# Linear energy divergence of a charged slab in a uniform background: solution key

**System and conventions.** A charged dangling bond (DB) on monohydride H–Si(001)-(2×1) is computed in a periodic cell of area $A$ and height $c$ along the normal $z$. The cell carries net charge $q$ (here $\pm e$), cancelled by a uniform background of density $-q/(Ac)$. The $\mathbf G=0$ Fourier component of the potential is set to zero, so the cell average of $\phi$ vanishes. Formulas are in SI form, numbers in eV, V and Å, with $e/\varepsilon_0=180.95$ V Å, and $\sigma=q/A$. The Si lattice constant is taken as $a\approx5.43$ Å (typical value), so the (1×1) surface spacing is $a/\sqrt2=3.84$ Å and a 4×4 cell has $A=8a^2=235.9$ Å$^2$.

## (a) Potential of a charged sheet in the background

Spread $q$ evenly over the plane $z=0$. Poisson's equation for one period reads

$$\phi''(z)=-\frac{\sigma}{\varepsilon_0}\left[\delta(z)-\frac1c\right],\qquad |z|\le \frac c2 .$$

The background term integrates to $z^2/(2c)$. The slope must fall by $\sigma/\varepsilon_0$ across the sheet, which gives $-|z|/2$. A term linear in $z$ is excluded by periodicity. The cell averages of $z^2/(2c)$ and $|z|/2$ are $c/24$ and $c/8$, so a zero average fixes the constant at $c/8-c/24=c/12$:

$$\boxed{\phi(z)=\frac{q}{\varepsilon_0A}\left[\frac{z^2}{2c}-\frac{|z|}{2}+\frac{c}{12}\right],\qquad |z|\le\frac c2}$$

The slope vanishes at $z=\pm c/2$, so the periodic continuation is smooth there.

## (b) Energy per cell

The energy is $E_0=\tfrac12\int\rho\phi\,dV$ with $\rho$ the sheet plus the background. The background couples only to the average of $\phi$, which is zero, so

$$\boxed{E_0=\tfrac12\,q\,\phi(0)=\frac{q^2c}{24\,\varepsilon_0A}}$$

Two checks. The field energy is $\frac{q^2}{2\varepsilon_0A}\,2\int_0^{c/2}\left(\tfrac12-\tfrac zc\right)^2dz=\frac{q^2}{2\varepsilon_0A}\frac{c}{12}$. In reciprocal space, with $G_n=2\pi n/c$, $E_0=\frac{q^2}{2\varepsilon_0Ac}\sum_{n\neq0}G_n^{-2}=\frac{q^2c}{4\pi^2\varepsilon_0A}\frac{\pi^2}{6}$. Both reproduce the result. The field energy contains no arbitrary constant, so the growth with $c$ does not come from the choice of potential zero: the mean distance between the sheet and its counter-charge grows in proportion to $c$, as in a capacitor being pulled open.

For the 4×4 cell and $|q|=e$ the slope is $s=e^2/(24\varepsilon_0A)=31.96$ meV per Å of cell height.

## (c) Screening by the slab

The sheet is now attached to a slab of thickness $d$ and relative permittivity $\varepsilon$, treated as a linear, local dielectric with sharp faces. The background fills slab and vacuum alike. Put the sheet at $z=0\equiv c$ and work on $0<z<c$. Gauss's law for the displacement gives $D=\sigma(k-z/c)$, which has the required jump $\sigma$ at the sheet for any constant $k$. Periodicity of $\phi$ demands $\int_0^c D/\varepsilon(z)\,dz=0$. With the moments $M_n=\int_0^c z^n\,dz/\varepsilon(z)$ this gives $kc=M_1/M_0$, and $E_0=\frac A{2\varepsilon_0}\int_0^c D^2/\varepsilon(z)\,dz$ becomes

$$E_0=\frac{q^2c_{\rm eff}}{24\,\varepsilon_0A},\qquad c_{\rm eff}=\frac{12}{c^2}\left(M_2-\frac{M_1^2}{M_0}\right).$$

For a DB the sheet lies on a face, so the slab occupies $0<z<d$. With $\eta=1-1/\varepsilon$ the moments are $M_n=(c^{n+1}-\eta d^{n+1})/(n+1)$, and with $x=d/c$

$$\frac{c_{\rm eff}}{c}=4(1-\eta x^3)-\frac{3(1-\eta x^2)^2}{1-\eta x}.$$

Limits: $\eta=0$ gives $c_{\rm eff}=c$, the result of (b). A metal, $\eta=1$, gives $c_{\rm eff}=(c-d)^3/c^2$. Expanding in $x$ and using $\eta(2-\eta)=1-\varepsilon^{-2}$,

$$c_{\rm eff}=c-3d+\frac{3d}{\varepsilon}+3\left(1-\frac1{\varepsilon^2}\right)\frac{d^2}{c}+O\!\left(\frac{d^3}{c^2}\right).$$

The coefficient of $c$ is one for every $\varepsilon$: screening shifts the energy but cannot remove the divergence.

## (d) Comparison of materials

One geometry is assumed for all rows so that only $\varepsilon$ varies: $|q|=e$, $A=235.9$ Å$^2$, $d=11$ Å (eight Si layers of spacing $a/4$ span 10.86 Å), and $c=22$, 33, 44 Å. For Si, $\varepsilon=11.7$ is the compiled static value (Ioffe Institute). For the gate oxides the inputs are typical static values, 3.9 for SiO$_2$ and about 22 for HfO$_2$. The last row is the ideal-conductor limit, which stands for a contact metal such as Cu or W.

Worked entry, Si at $c=33$ Å: $\eta=0.915$, $x=1/3$, $c_{\rm eff}/c=3.8645-3.4831=0.3814$, $c_{\rm eff}=12.6$ Å, $E_0=0.40$ eV.

| slab | $\varepsilon$ | $\eta$ | $E_0$(22 Å), eV | $E_0$(33 Å), eV | $E_0$(44 Å), eV | mean slope 33–44 Å, meV/Å |
|---|---|---|---|---|---|---|
| none | 1 | 0 | 0.70 | 1.05 | 1.41 | 32.0 |
| SiO$_2$ | 3.9 | 0.744 | 0.33 | 0.56 | 0.85 | 26.0 |
| Si | 11.7 | 0.915 | 0.18 | 0.40 | 0.68 | 25.5 |
| HfO$_2$ | 22 | 0.955 | 0.14 | 0.36 | 0.64 | 25.5 |
| metal | $\infty$ | 1 | 0.09 | 0.31 | 0.59 | 25.5 |

These are numbers of the model, not properties of the materials. The trends follow from the expansion in (c).

1. **Along a row** the energy rises without bound. The vacuum gap is in series with the slab and carries weight 1 in the moments against $1/\varepsilon$ for the slab, so added height is unscreened.
2. **Down a column** the energy falls and saturates. The leading material dependence is the term $3d/\varepsilon$, which does not depend on $c$. It places SiO$_2$, Si and HfO$_2$ above the metal by $3sd/\varepsilon=0.27$, 0.09 and 0.05 eV. The full formula at $c=44$ Å gives 0.25, 0.09 and 0.05 eV from unrounded entries. Doubling $\varepsilon$ from Si to HfO$_2$ changes little because both are already near the conductor limit.
3. **The slope** is nearly independent of material. At leading order it is $s\,[1-3(1-\varepsilon^{-2})x^2]$, and $1-\varepsilon^{-2}$ equals 0.934, 0.993 and 0.998 for SiO$_2$, Si and HfO$_2$. For the metal it is exactly $s\,(1-3x^2+2x^3)$. It tends to $s$ as $x\to0$, so in cells of usual height the dependence on $c$ is visibly convex and becomes linear only for $c\gg d$.
4. **Choice of $\varepsilon$.** Static values apply when the ions relax throughout the slab. With frozen ions the electronic value applies. For HfO$_2$ this is typically about 4, which moves it close to the SiO$_2$ row. For Si the compiled high-frequency value, 11.85 (Skelton 2020), is close to the static one and the row is unaffected at this precision.

**Sensitivity to the geometry** (Si, $c=33$ Å). The position of a dielectric face is defined only to about 1 Å, and $\partial E_0/\partial d=-0.034$ eV/Å. A sheet at the slab centre has $k=1/2$ by symmetry and $c_{\rm eff}=[v^3+(c^3-v^3)/\varepsilon]/c^2$ with $v=c-d$, which gives 0.38 eV, so depth inside the slab matters little. A sheet at height $h$ outside the face has the slab on $h<z<h+d$ and $M_n=\{c^{n+1}-\eta[(h+d)^{n+1}-h^{n+1}]\}/(n+1)$; for $h=1$ Å this gives 0.51 eV. The absolute entries for a real DB are thus uncertain by about a tenth of an eV, while the asymptotic slope $s$ depends on neither $d$, $h$ nor $\varepsilon$.

**Consequence for DB levels.** The formation energy contains $E(q)-E(0)+q(\epsilon_V+\mu)/e$, with $\mu$ the Fermi level above the valence-band edge $\epsilon_V$, which is taken from the neutral slab in the same cell so that the potential zero is common. An artificial energy $\delta$ is even in $q$. It raises the $(0/-)$ level, $\mu=E(-)-E(0)-\epsilon_V$, by $\delta$ and lowers the $(+/0)$ level, $\mu=E(0)-E(+)-\epsilon_V$, by $\delta$. Their separation therefore drifts by 51 meV per Å of vacuum between 33 and 44 Å. The 0.40 eV entry is 36 per cent of the compiled Si gap of 1.12 eV (Wing 2021).

## (e) Absence of a vacuum level

A vacuum level requires a field-free region in which $\phi$ is constant. Here the vacuum contains background charge, so $\phi''=q/(\varepsilon_0Ac)\neq0$ at every vacuum point, and the field vanishes on a single plane only. For the bare sheet that plane is $z=c/2$, where $\phi=-qc/(24\varepsilon_0A)$, a drop of $qc/(8\varepsilon_0A)$ from the sheet. With $e/(\varepsilon_0A)=0.767$ V/Å this is 3.16 V at $c=33$ Å. Enlarging $c$ flattens the parabola but deepens it, and at fixed $z$ the limit is $\phi(z)-\phi(0)\to-q|z|/(2\varepsilon_0A)$, the unbounded potential of an isolated charged plane. No limit yields a plateau, so work functions and ionisation energies cannot be read from a charged cell.

With the slab, the field-free plane lies at $z^*=M_1/M_0$, and the potential difference across the vacuum from the charged face at $z=c$ is

$$\Delta=\frac{|q|}{\varepsilon_0A}\,\frac{(c-z^*)^2}{2c}.$$

For Si, $z^*=21.3$ Å and $\Delta=1.58$ V at $c=33$ Å, and $\Delta=2.55$ V at 44 Å. For DB$^-$ the background is positive and $z^*$ is a minimum of the electron potential energy. When $e\Delta$ reaches the binding energy of the DB electron, charge moves into the vacuum and the calculation no longer describes the defect. As a scale for that binding energy take the compiled work function of polycrystalline Si, 4.82 eV (Tran 2019), which does not refer to the hydrogenated face. The model then gives $c\approx69$ Å for the 4×4 cell, or about 75 Å when the lateral potential of 0.58 V from (f), which stabilises the electron, is included.

## (f) Lateral localisation and comparison of cell areas

A DB is localised in the plane, so $E_0$ is only the $\mathbf G_\parallel=0$ part of the energy. A charge component $\sigma_G$ at height $h$ above a semi-infinite dielectric produces at its own plane

$$\phi_G=\frac{\sigma_G}{2\varepsilon_0G}\left(1-re^{-2Gh}\right),\qquad r=\frac{\varepsilon-1}{\varepsilon+1},$$

where $r$ follows from continuity of $\phi$ and of the normal displacement, $1+r=\varepsilon(1-r)$. At $h=0$ the factor is $1/\bar\varepsilon$ with $\bar\varepsilon=(1+\varepsilon)/2=6.35$ for Si. The periodic cell sums over $\mathbf G_\parallel\neq0$, while an isolated charge integrates over all $\mathbf G_\parallel$. The difference is the energy of a square lattice of point charges on a neutralising sheet. An Ewald split with parameter $\sqrt\pi/L$ makes the real-space and reciprocal sums equal, and the self and $\mathbf G_\parallel=0$ terms contribute $-2$ each:

$$2\sum_{\mathbf n\neq0}\frac{\operatorname{erfc}(\sqrt\pi\,|\mathbf n|)}{|\mathbf n|}-4=-3.900,\qquad E_{\rm lat}=-1.950\,\frac{q^2}{4\pi\varepsilon_0\bar\varepsilon L},$$

with $\mathbf n$ running over integer pairs, $L=\sqrt A$, $e^2/(4\pi\varepsilon_0)=14.40$ eV Å, and the factor $\tfrac12$ against double counting. The potential at the site has magnitude $2|E_{\rm lat}|/e$, the 0.58 V used in (e). The back face enters through $e^{-2Gd}$ with $G=2\pi/L$, at most 0.011 for the cells below, and neighbouring slabs through still smaller exponentials. $E_{\rm lat}$ is therefore independent of $c$ and leaves the divergence untouched, although it rivals $E_0$ in size.

Si slab, $d=11$ Å, $c=33$ Å, point charge on the face:

| cell | $L$, Å | $A$, Å$^2$ | $s$, meV/Å | $E_0$, eV | $E_{\rm lat}$, eV | sum, eV |
|---|---|---|---|---|---|---|
| 4×4 | 15.36 | 235.9 | 32.0 | 0.40 | $-0.29$ | 0.11 |
| 6×6 | 23.04 | 530.7 | 14.2 | 0.18 | $-0.19$ | $-0.01$ |
| 8×8 | 30.72 | 943.5 | 8.0 | 0.10 | $-0.14$ | $-0.04$ |

The sum is the model's energy of the cell relative to one point charge on a semi-infinite crystal. The positive term scales as $c_{\rm eff}/L^2$ and the negative one as $1/(\bar\varepsilon L)$, so they cancel at $c_{\rm eff}\propto L/\bar\varepsilon$. The near-zero entry for 6×6 is such an accidental cancellation at one height and does not signal convergence. At $c=33$ Å the sum is $\alpha/L^2-\beta/L$ with $\alpha=95$ eV Å$^2$ and $\beta=4.4$ eV Å. It crosses zero at $L=\alpha/\beta=21.5$ Å and falls to a minimum of $-0.05$ eV at $L=2\alpha/\beta=43$ Å, where $e^{-2Gd}=0.04$ and the neglected exponentials begin to matter. Its decay to zero at larger $L$ lies outside its range of validity. For $L\gg c$ the charges stacked along $z$ act as a line charge $q/c$ in a medium of in-plane permittivity $\varepsilon_\parallel=1+(\varepsilon-1)d/c=4.57$, and for $Gc\ll1$ the kernel becomes $\phi_G=\sigma_G/(\varepsilon_0\varepsilon_\parallel cG^2)$. Summing it over $1/L\lesssim G\lesssim1/c$ gives $+\frac{q^2}{4\pi\varepsilon_0\varepsilon_\parallel c}\ln(L/c)$, with a prefactor of 0.096 eV in the model. The energy thus diverges logarithmically as $L\to\infty$ at fixed $c$, and linearly as $c\to\infty$ at fixed $L$.

The sum is less certain than its $c$-dependence. To first order in $h$, $\phi_G$ gains $\sigma_G\,rh/\varepsilon_0$, with a kernel independent of $G$. A constant kernel is a contact interaction, for which the sum over all $\mathbf G_\parallel$ equals the integral, so omitting $\mathbf G_\parallel=0$ changes $E_{\rm lat}$ by $-rq^2h/(2\varepsilon_0A)$. For $h=1$ Å in the 4×4 cell this is $-0.32$ eV, against $+0.11$ eV in $E_0$, a net shift of about $-0.2$ eV that exceeds the tabulated sum and falls off as $1/A$. A quantitative correction for a real DB therefore needs $\varepsilon(z)$ and the charge profile from the calculation itself, whereas the limiting slope $q^2/(24\varepsilon_0A)$ is fixed by the net charge and the cell area alone.